The five molecules below each hold one germanium atom and one nitrogen atom. Three of them are isomers with formula C₂H₅GeN: a chain with an ethynyl group (C≡C–H) on germanium, a four-membered ring with a C=N bond, and a three-membered ring carrying a methyl group. The others are an open aminomethyl germane, the first row, and a four-membered ring amine, the last row. The vibrations come from a hybrid density functional and are treated as harmonic.

Gas-phase molecules of C, H, N and Ge, with geometries and unscaled harmonic vibrations from Ansatz 0.2.0 at the PBE0-D4/def2-TZVP level. Enthalpies and entropies are for an ideal gas of rigid rotors and harmonic oscillators at 298.15 K and 1 bar; E is the electronic energy. The bond columns count single bonds, and masses are standard atomic weights.

```tsv
SMILES	formula	heavy atoms	bonds H-C	bonds Ge-H	bonds Ge-C	bonds Ge-N	point group	atoms	mass (u)	symmetry number	IA IB IC (u^3 Å^6)	lowest mode (cm⁻¹)	highest mode (cm⁻¹)	zero-point energy (kJ/mol)	H(298) less E (kJ/mol)	entropy (J/(mol K))
N[CH2][GeH3]	CH7GeN	3	2	3	1	0	C1	10	105.7	1	429000	131.6	3602.3	204.0	220.9	308.3
C#[C][GeH2][NH2]	C2H5GeN	4	1	2	1	1	Cs	9	115.7	1	1530000	127.2	3647.7	159.5	178.5	326.6
C1=[N][GeH2][CH2]1	C2H5GeN	4	3	2	1	1	Cs	9	115.7	1	698000	239.1	3138.1	164.3	179.1	296.1
[CH3][GeH]1[CH]=[N]1	C2H5GeN	4	4	1	2	1	C1	9	115.7	1	785000	76.3	3169.8	164.2	182.5	324.3
C1[CH2][GeH2][NH]1	C2H7GeN	4	4	2	1	1	C1	11	117.7	1	931000	153.9	3610.0	227.6	243.5	304.5
```

**(a) Which molecules can be recognised by their highest mode, and why?**

Those with an N–H bond. Their highest modes start at 3602 cm⁻¹, while the two molecules without N–H reach only 3170 cm⁻¹, where C–H bonds stretch. A vibration is fast when a light atom moves against a stiff bond. The hydrogen is equally light in both cases, so the stiffer N–H bond makes the difference.

**(b) The four-ring amine has two hydrogen atoms more than the four-ring imine. Why does this raise the zero-point energy by 63.3 kJ/mol?**

Every vibration keeps half a quantum of energy even at absolute zero, and two more atoms bring six more vibrations. Shared among six modes, the increase corresponds to a mean wavenumber of 1764 cm⁻¹. That is a sensible mixture: one N–H stretch near 3600 cm⁻¹, one C–H stretch near 3000 cm⁻¹ and four bends of roughly 1000 cm⁻¹ each. The C=N stretch also drops as the double bond becomes single, so the bends themselves are probably somewhat higher.

Hydrogen therefore dominates the zero-point energy, and a simple rule follows: about 32 to 33 kJ/mol per hydrogen atom in four of the molecules. The open aminomethyl germane gives only 29. Ge–H bonds are softer than C–H or N–H bonds, but their share here, three of seven, is hardly above the two of five in the ethynyl chain and the four-ring imine. The molecule also has one heavy atom fewer, so fewer skeletal vibrations are shared among its many hydrogen atoms. This probably matters more in a comparison with those two. The four-ring amine has only two Ge–H bonds among its seven, so against it the soft bonds should count as well.

**(c) The three isomers have the same mass. Which kind of motion makes their entropies differ by up to 30.5 J/(mol K)?**

Entropy counts the states open to a molecule through translation, rotation and vibration. Translation depends on mass, temperature and pressure, so it is the same for all three. Rotation depends on the product of the moments of inertia, IA IB IC, and favours the long ethynyl chain over the four-ring imine by only 3.3 J/(mol K). What remains is vibration, which gives the ethynyl and three-ring isomers about 27 to 28 J/(mol K) more than the four-ring imine.

This split uses the ideal-gas and rigid-rotor formulae on which the tabulated entropies already rest, without adjustable constants. It shows where the entropy sits but does not test those formulae. The printed output after this text gives the parts for every molecule.

**(d) Is the lowest mode alone responsible?**

A soft vibration has closely spaced levels, several of them occupied at room temperature. For a mode of wavenumber w, the entropy is roughly R[1 + ln(kT/w)], where R is the gas constant and kT, the thermal energy, is about 207 cm⁻¹ at 298 K. The three-ring has its lowest mode at 76 cm⁻¹. The ratio is 2.7, its logarithm is 1.0, and the entropy is 8.3 × 2.0 ≈ 17 J/(mol K). For the four-ring imine, at 239 cm⁻¹, the same steps give about 7.

The full harmonic formula puts the difference at 9.1 J/(mol K), about a third of the total gap between these two isomers. For the ethynyl chain the lowest mode explains only 16% of its lead over the four-ring imine. An explanation by one soft mode therefore fails, and most of the gap comes from the other vibrations.

The structures suggest which motions these are. In the four-ring imine every heavy atom is part of the ring, so a skeletal motion must stretch, bend or twist several parts of the ring at once. In the chain the ethynyl group can swing sideways and the amino group can turn; in the three-ring the methyl group can turn and rock. Among these three isomers, then, the presence of a ring seems to matter less than how much of the molecule hangs freely outside one. The other modes are not listed, so this remains a reading of the structures.

**(e) What would change at 0.1 bar, or with silicon in place of germanium?**

At a tenth of the pressure each molecule has ten times the volume, which adds R ln 10 = 19.1 J/(mol K) to every entropy. The differences between the molecules stay as they are.

Silicon is much lighter than germanium. In the C₂H₅GeN isomers the exchange would lower the translational entropy by about 6 J/(mol K). Rotation would lose some entropy too, because the moments of inertia shrink. Silicon also forms stronger, stiffer bonds, so the vibrational part should fall as well. A silicon series would then lie lower as a whole, while the contrast between a closed ring and loose side groups should survive.

**(f) Does its higher entropy make the ethynyl chain the more stable isomer at room temperature?**

No. In the same calculations its electronic energy E lies 38.2 kJ/mol above that of the four-ring imine. The column H(298) less E, which contains zero-point and thermal energy, changes this by 178.5 − 179.1 = −0.6 kJ/mol. The entropy term contributes −298.15 K × 30.5 J/(mol K), or −9.1 kJ/mol. The Gibbs energy difference is therefore 38.2 − 0.6 − 9.1 = 28.5 kJ/mol, still in favour of the four-ring imine.

Entropy removes about a quarter of the electronic preference, too much to neglect in an equilibrium constant but too little to reverse the order. The electronic part comes from a single density functional, and for isomers with such different bonds its error may be as large as the entropy term.

**(g) Which differences should not be trusted?**

The entropies of the ethynyl chain and the three-ring differ by 2.3 J/(mol K), and this order is not settled. Raising the three-ring's lowest mode by 20 cm⁻¹ would lower its entropy by 1.9 J/(mol K) and widen the gap; lowering the mode by as much would close it. That mode may be the turning of the methyl group, though this is a guess. If so, the harmonic value of 16.7 J/(mol K) is too high, since even a freely turning methyl group has only about 15, and the gap is again wider. On the other side, germanium in the three-ring carries four different groups, so this molecule exists in two mirror-image forms. An equal mixture of both has 5.8 J/(mol K) more entropy than the single form in the table, enough to reverse the order. Other orientations of the chain's amino group, if they are stable, would raise its entropy in turn.

Shapes matter as well, because each molecule was computed in a single one. The open aminomethyl germane and the four-ring amine can each turn into a mirror image, which would add R ln 2 = 5.8 J/(mol K). The four-ring amine's lead of 8.4 J/(mol K) over the four-ring imine is therefore probably too small.

The zero-point energies of the two C₂H₅GeN rings differ by 0.1 kJ/mol, far less than the error of harmonic vibrations, so this difference needs no explanation. The gap of about 30 J/(mol K) between the four-ring imine and its two isomers is several times larger than the corrections estimated here, and it is the entropy result to rely on.

Output of the analysis:

```
Entropy parts in J/(mol K):
                   row  translation  rotation  all vibration  lowest mode  other modes
          N[CH2][GeH3]          167     102.4          38.88        12.23        26.65
      C#[C][GeH2][NH2]        168.1     107.7          50.77         12.5        38.27
    C1=[N][GeH2][CH2]1        168.1     104.5          23.53        7.571        15.96
  [CH3][GeH]1[CH]=[N]1        168.1       105          51.24        16.67        34.57
    C1[CH2][GeH2][NH]1        168.3     105.7          30.52        10.98        19.54
Entropy less that of the four-ring imine in J/(mol K):
                   row  total  rotation  all vibration  lowest mode  other modes
          N[CH2][GeH3]   12.2    -2.024          15.35        4.657        10.69
      C#[C][GeH2][NH2]   30.5     3.263          27.24         4.93        22.31
    C1=[N][GeH2][CH2]1      0         0              0            0            0
  [CH3][GeH]1[CH]=[N]1   28.2    0.4883          27.71        9.097        18.61
    C1[CH2][GeH2][NH]1    8.4     1.197          6.989        3.405        3.584
Enthalpy terms in kJ/mol:
                   row  thermal above zero point  its vibrational part  lowest mode  other modes  zero-point energy per H
          N[CH2][GeH3]                      16.9                 6.984        1.775         5.21                    29.14
      C#[C][GeH2][NH2]                        19                 9.084        1.795        7.289                     31.9
    C1=[N][GeH2][CH2]1                      14.8                 4.884        1.318        3.566                    32.86
  [CH3][GeH]1[CH]=[N]1                      18.3                 8.384        2.051        6.334                    32.84
    C1[CH2][GeH2][NH]1                      15.9                 5.984        1.671        4.313                    32.51
Share of the entropy gap ethynyl less four-ring imine due to the lowest mode in percent: 16.17
Share of the entropy gap three-ring less four-ring imine due to the lowest mode in percent: 32.26
Zero-point energy of the amine four-ring less the imine four-ring in kJ/mol: 63.3
Mean wavenumber of six modes that would give this difference in 1/cm: 1764
Zero-point energy of the amine four-ring less the open aminomethyl germane in kJ/mol: 23.6
Zero-point energy of the four-ring imine less the three-ring in kJ/mol: 0.1
Lowest top mode with N-H less highest top mode without N-H in 1/cm: 432.5
Change of translational entropy of C2H5GeN when Si replaces Ge in J/(mol K): -6.055
Entropy gain of every molecule at 0.1 bar in J/(mol K): 19.14
Entropy of the ethynyl isomer less the three-ring in J/(mol K): 2.3
Entropy change of the three-ring if its lowest mode rose by 20 1/cm in J/(mol K): -1.908
Entropy of a freely turning methyl group in J/(mol K): 15.05
Entropy added by a mirror-image conformer in J/(mol K): 5.763
Electronic energy of the ethynyl isomer less the four-ring imine in kJ/mol: 38.24
Gibbs energy of the ethynyl isomer less the four-ring imine in kJ/mol: 28.54
```
